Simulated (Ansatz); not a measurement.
**Abstraction of H: C3H9B + C3H7O → C3H8B + C3H8O**

Species: C3H9B `CBCC`, singlet; C3H7O `[CH2]COC`, doublet; C3H8B `C[B]CC`, doublet; C3H8O `CCOC`, singlet. A radical takes H: the energy is the difference in strength between the B–H bond broken and the C–H bond made.

Shapes, held fixed at every level: PBE0-D4/def2-TZVP. Flexible molecules stand in one conformer, not always the lowest. Programs: Ansatz 0.2.0. The zero-point and thermal change to 298 K, harmonic and unscaled (PBE0-D4/def2-TZVP), is +11.5 kJ/mol.

```csv
level,kind,ΔH(298 K) (kJ/mol),less CCSD(T)/CBS estimate,CPU time (sum over the molecules)
MP2/def2-SVP,perturbation theory,-4.7,-10.7,–
B3LYP-D4/def2-TZVPP,global hybrid,+9.2,+3.2,68 s
PBE0-D4/def2-TZVPP,global hybrid,+3.3,-2.7,56 s
r2SCAN0-D4/def2-TZVPP,global hybrid,+9.1,+3.1,77 s
wB97X-V/def2-TZVPP,range-separated hybrid,+9.4,+3.4,2.2 min
B2PLYP/def2-TZVPP,double hybrid,+8.2,+2.2,86 s
CCSD(T)/def2-SVP,coupled cluster or CI,+2.2,-3.8,2 min
CCSD(T)/CBS estimate,coupled cluster or CI,+6.0,0.0,21 min
```

The highest level, CCSD(T)/CBS estimate, gives ΔH(298 K) = +6.0 kJ/mol; the levels span -4.7 to +9.4. They disagree on the sign: 7 of 8 are positive. The column of differences is taken from that level and isn't an error. No measured value is set beside it here. Open shells run unrestricted. The CBS estimate extrapolates MP2 from def2-TZVPP and def2-QZVPP and adds CCSD(T) − MP2 in the triple-zeta set, cores frozen. Times are processor times on shared x86 and Arm servers, and rough.

Hydrogen transfer from the borane to the carbon radical is close to thermoneutral, with the B–H bond slightly the stronger at the highest level (+6.0 kJ/mol). The uphill sign comes from vibration: the thermal and zero-point term of +11.5 kJ/mol exceeds every positive entry, so the electronic energy alone favours the products at all levels. The likely source is the exchange of a B–H oscillator for a stiffer C–H one.

The near balance is chemically reasonable. The boryl radical keeps its unpaired electron in a σ-type orbital on boron, and the adjacent empty p orbital, orthogonal to it, gives little direct delocalisation. The primary alkyl radical gains only modest hyperconjugative stabilisation, as its oxygen is one carbon too far away for direct lone-pair conjugation. MP2 falls well below CCSD(T) in the same small basis, which points to missing higher-order correlation rather than basis size alone. The result concerns the free monomer; dialkylboranes commonly dimerise through B–H–B bridges, which would change the cost of removing hydrogen.
